**Problem: the price of double hexagonal close packing for main-group elements**

Fourteen s- and p-block elements are placed on the four sites of the dhcp cell (layer sequence ABAC) and relaxed with PBEsol, without spin polarisation. Let $E$ be the energy over elements, the energy per atom above the element's standard state. Let $V$ be the volume per atom, $d$ the shortest distance, $N$ the number of valence electrons, and $a$, $c$ the cell edges.

Calculated values. Elements of the s and p block in the dhcp structure (space group 194), with cell and atoms relaxed at fixed symmetry. The runs used Ansatz 0.2.0 with plane-wave PAW, scalar-relativistic PBEsol, no spin polarisation, a 420 eV cutoff and 0.1 eV Gaussian smearing. Energies are relative to the elements' standard states; valence electrons are counted by group number.

| element | Z | valence electrons | volume per atom (Å³) | shortest distance (Å) | energy over elements (eV/atom) |
| --- | --- | --- | --- | --- | --- |
| B | 5 | 3 | 6.35 | 1.912 | 1.241 |
| P | 15 | 5 | 14.56 | 2.452 | 0.185 |
| S | 16 | 6 | 16.29 | 2.557 | 0.551 |
| Cl | 17 | 7 | 21.08 | 2.798 | 0.527 |
| Ga | 31 | 3 | 17.76 | 2.905 | 0.022 |
| As | 33 | 5 | 18.37 | 2.942 | 0.452 |
| Se | 34 | 6 | 21.38 | 2.800 | 0.218 |
| Br | 35 | 7 | 26.64 | 3.033 | 0.427 |
| Sn | 50 | 4 | 26.38 | 3.333 | 0.025 |
| Sb | 51 | 5 | 26.17 | 3.310 | 0.233 |
| Te | 52 | 6 | 30.08 | 3.158 | 0.101 |
| I | 53 | 7 | 35.90 | 3.383 | 0.305 |
| Ba | 56 | 2 | 58.53 | 4.356 | 0.017 |
| Bi | 83 | 5 | 30.07 | 3.466 | 0.108 |

**(a) Which elements pay least for dhcp sites, and why? Do all rows describe the same arrangement of atoms?**

*Solution.* Every $E$ is positive, so the standard state wins in all rows. Ba, Ga and Sn pay least, between 0.017 and 0.025 eV. The others follow in the order Te, Bi, P, Se, Sb, I, Br, As, Cl, S and end with B at 1.241 eV.

Symmetry fixes all four positions, and $c/a$ is the only freedom of shape. Layers lie $c/4$ apart, so an atom has six neighbours in its layer at $a$ and six in the adjacent layers at
$$d_\perp=\sqrt{a^2/3+c^2/16}.$$
Setting $d_\perp=a$ gives twelve equal contacts at $c/a=3.266$, where $V/d^3=0.707$. Two neighbours in the same adjacent layer subtend an angle $\theta$ with $\sin(\theta/2)=a/2d_\perp$. This reaches $90^\circ$, as in a simple cubic lattice, at $c/a=1.633$.

The ratio $V/d^3$ splits the table into two sets with nothing between them. Ba, Ga, Sn, As, Sb and Bi stay close-packed, at 0.708 to 0.724. B, P, S, Se, Te, Cl, Br and I lie at 0.908 to 0.988: they have collapsed along $c$ and keep six short contacts. The cell edges give the same split. For P, Cl, Se, Sb, Te and I, however, the output after this text uses the edges of the starting cell. In these six rows its $c/a$, its ratio of $a$ to the interlayer distance and its angle therefore describe the start, as do the deviations in volume and distance that it lists for them. The relaxed edges give $c/a=1.87$ for P, 2.07 for Cl, 1.98 for Se, 3.33 for Sb, 2.11 for Te and 2.26 for I, and they reproduce the volumes to better than 0.1 %. Every row keeps the space group P6$_3$/mmc, but the name dhcp is that of the starting structure and no longer describes the packing of the collapsed cells.

Standard bonding theory offers a reason for the broad split between the cheap trio and the rest, though not for every step of the order: it asks what each element has to give up. An atom with $N=5$, 6 or 7 lowers its energy by forming $8-N$ short bonds, in layers or cages, chains or rings, and molecules, which removes or thins out the states at the Fermi level. The dhcp cell offers six or twelve equal contacts and no pairing, and every row remains a metal. Chlorine shows the loss: its nearest neighbours sit at 2.798 Å, against a molecular bond of roughly 2.0 Å (a recalled value).

For these elements collapse can be read as the partial remedy that the symmetry allows, since p orbitals bond best along three perpendicular axes; As, Sb and Bi did not take it in these runs. P comes closest to right angles, with $\theta$ about $85^\circ$ in its relaxed cell. B collapses as well, with only three valence electrons, so this cannot be the whole cause. Only the A layers have staggered, octahedral surroundings; the B and C layers sit in trigonal prisms, where no straight bond axis exists. Shape alone does not set the cost, for Te and B are both collapsed and differ by more than 1 eV.

The three cheapest elements have little of this to lose. Ba is a simple metal in its standard state, and Ga and Sn are known for metallic packings that lie close to their ground states. B has the same $N$ as Ga yet costs 1.22 eV more, in another shape, which is put down here to the loss of its short multicentre bonds. The table shows the order and the shapes; the bonding causes are argued.

**(b) Within a group the cost should scale with the strength of covalent bonding. Test $E=A\,d^{-k}$ with $k=2$.**

*Solution.* In tight binding the hopping between neighbours scales as $\hbar^2/m_e d^2$, with $m_e$ the electron mass. Suppose that the dhcp cell and the standard state of a heavier congener are enlarged copies of those of the lighter one. Both bond energies then carry the factor $d^{-2}$, and so does their difference $E$. The comparison needs one shape throughout, which leaves As–Sb–Bi (close-packed), S–Se–Te and Cl–Br–I (collapsed); $E$ falls at each step in all three.

Scaling from the lightest member needs no fit and uses no energy of the row that is predicted:
$$E(\mathrm{I})\approx 0.527\left(\frac{2.798}{3.383}\right)^2=0.36\ \text{eV},\qquad E(\mathrm{Te})\approx 0.551\left(\frac{2.557}{3.158}\right)^2=0.36\ \text{eV}.$$
The table has 0.305 eV for I, so the estimate is 18 % too high relative to it. For Te the table has 0.101 eV, and the estimate is more than three times too large.

The output after this text fits $A$ at $k=2$, and then $A$ and $k$ together, to the three rows of each series. With $k=2$ the halogens are met within 10 % of the table, while Bi and Te are overestimated by about 80 % and As and S underestimated by 40 and 49 %. The free exponent is near 3 for the halogens and near 8 for the other two series. With two constants on three points these exponents only describe the fall, and in group 15 even the free fit misses Sb by about a fifth. The distance of Sb in the table is the edge $a$ of its relaxed cell. The output's extra fit with "the Sb edge" takes the shorter edge of the starting cell instead, so it is no correction and shows only that a change of 0.017 Å hardly moves the exponent.

The failure points to the assumption of enlarged copies. A halogen stays a diatomic molecule down the group, so the cell loses a steady share of one bond: $E$ is about 0.4 of half the rough recalled bond energy in Cl, Br and I, a description that fits as well as $k=2$. In groups 15 and 16 the standard state itself changes, because the long contacts between layers or chains approach the bond length in the heavier elements. The reference moves towards a sixfold metal, and so towards the six short contacts of the collapsed cells in group 16. For the twelvefold cells of As, Sb and Bi the argument is weaker, though in both groups $E$ roughly halves from one period to the next. This reading comes from known structural chemistry; the table shows only the fall.

P was kept out of the fits because of its shape. It lies 267 meV below As, against the direction of the three series, and the $k=2$ line of As–Sb–Bi puts it at 0.39 eV instead of 0.185 eV. That the collapse causes this is a guess. The allotrope taken as reference acts on the same number: white phosphorus lies above black, so a white reference would make P look cheaper.

**(c) How safe is the order, and what would reverse it?**

*Solution.* The k meshes leave about 4 meV of noise on each energy, hence $4\sqrt2=5.7$ meV on a difference. The steps Ba–Ga (5 meV) and Ga–Sn (3 meV) fall below this, so the winner among the three is undecided. Ba also carries the largest correction for electronic smearing, about as large as its lead. Te and Bi are barely separated.

The step from Sn to Te, 76 meV, is thirteen times the noise, and B stands 690 meV above S. These two features, the cheap trio and the costly boron, are far outside numerical error. The steps of 15 to 33 meV (Se–Sb, Cl–S, Br–As, P–Se) exceed the noise but are exposed to the physics left out. That includes dispersion, which matters for molecular and layered references, and zero-point motion. Further errors come from the use of PBE datasets with PBEsol, from the missing correction for a gaseous reference such as chlorine, and from PBEsol itself when a metallic cell is compared with a covalent solid or a molecule. None of these was tested, and they bear on the larger steps too.

Spin polarisation can only lower a dhcp energy, and a magnetic state may lie lower for S, Cl, Se, Br and I. Whether it does is untested, since the zero moments were imposed. A gain of 33 meV would take Se below P, and 75 meV would take Cl below As. The leads of Se over Sb and of Br over As would widen, provided that Sb and As themselves stay non-magnetic. Spin-orbit coupling is absent as well and could decide Te against Bi either way.

The larger threat is that each relaxation found one minimum in $c/a$, not necessarily the lowest. Vanishing forces follow from symmetry, so any row may also be a saddle towards pairing. If As, Sb and Bi have a collapsed minimum like that of P, then 25 meV would carry As below Br and 15 meV would carry Sb below Se. Bi would need $7+76=83$ meV to reach Sn. Whether the energy of As, Sb and Bi along $c/a$ has such a second, deeper well is the question that the table leaves open.

The analysis program printed:

```
ideal close packing: c/a 3.266, V/d^3 0.707, angle 60 deg
simple-cubic-like collapse: c/a 1.633, V/d^3 1.000, angle 90 deg
rounding of E 0.5 meV; mesh noise 4 meV per row, 5.7 meV per pair
el  N  E/eV  gap to next/meV  gap/noise  V/d^3  c/a  a/interlayer  angle/deg  TS/2 meV/atom
Ba  2 0.017      5     0.9  0.708 3.26 1.00  60.1  4.2
Ga  3 0.022      3     0.5  0.724 3.35 0.98  58.9  0.8
Sn  4 0.025     76    13.4  0.712 3.29 1.00  59.7  1.2
Te  6 0.101      7     1.2  0.955 2.06 1.29  80.6  1.7
Bi  5 0.108     77    13.6  0.722 3.34 0.99  59.1  1.9
P   5 0.185     33     5.8  0.988 1.80 1.37  86.2  1.1
Se  6 0.218     15     2.7  0.974 2.00 1.31  81.8  1.9
Sb  5 0.233     72    12.7  0.722 3.39 0.98  58.4  1.1
I   7 0.305    122    21.6  0.927 2.28 1.23  76.0  2.6
Br  7 0.427     25     4.4  0.955 2.11 1.28  79.5  2.8
As  5 0.452     75    13.3  0.721 3.33 0.99  59.1  1.1
Cl  7 0.527     24     4.2  0.962 2.10 1.28  79.6  2.9
S   6 0.551    690   122.0  0.974 1.98 1.31  82.1  1.4
B   3 1.241      -       -  0.908 2.36 1.21  74.6  0.6
close-packed V/d^3 0.708-0.724; collapsed 0.908-0.988
volume from edges minus table, worst: Te +1.0%, Cl -0.8%, I -0.5%
shortest distance from edges minus table, worst: Sb -0.017 A, P -0.004 A
spread of Ba, Ga, Sn: 8 meV
group 15 close-packed: E ratios down 0.52, 0.46; step exponents 5.6, 16.7
  k = 2: A 2.35 eV A^2, errors As -40%, Sb -8%, Bi +81%
  free k = 8.1: errors As +7%, Sb -21%, Bi +18%
group 16 collapsed: E ratios down 0.40, 0.46; step exponents 10.2, 6.4
  k = 2: A 1.84 eV A^2, errors S -49%, Se +7%, Te +82%
  free k = 8.0: errors S -7%, Se +14%, Te -5%
group 17 collapsed: E ratios down 0.81, 0.71; step exponents 2.6, 3.1
  k = 2: A 3.84 eV A^2, errors Cl -7%, Br -2%, I +10%
  free k = 2.9: errors Cl +1%, Br -1%, I +1%
group 15 with the Sb edge a as distance: k = 8.3
P (other shape, not fitted): k=2 gives 0.39, free k 2.12, table 0.185 eV
As minus P 267 meV; B/Ga ratio 56 (different shapes)
halogen E / (half rough bond energy): 0.42, 0.43, 0.38
  fixed fraction 0.41: errors Cl -3%, Br -4%, I +7%
same period, S minus Cl: +24 meV
same period, Br minus Se: +209 meV
same period, I minus Te: +204 meV
same period, As minus Se: +234 meV
same period, Sb minus Te: +132 meV
```
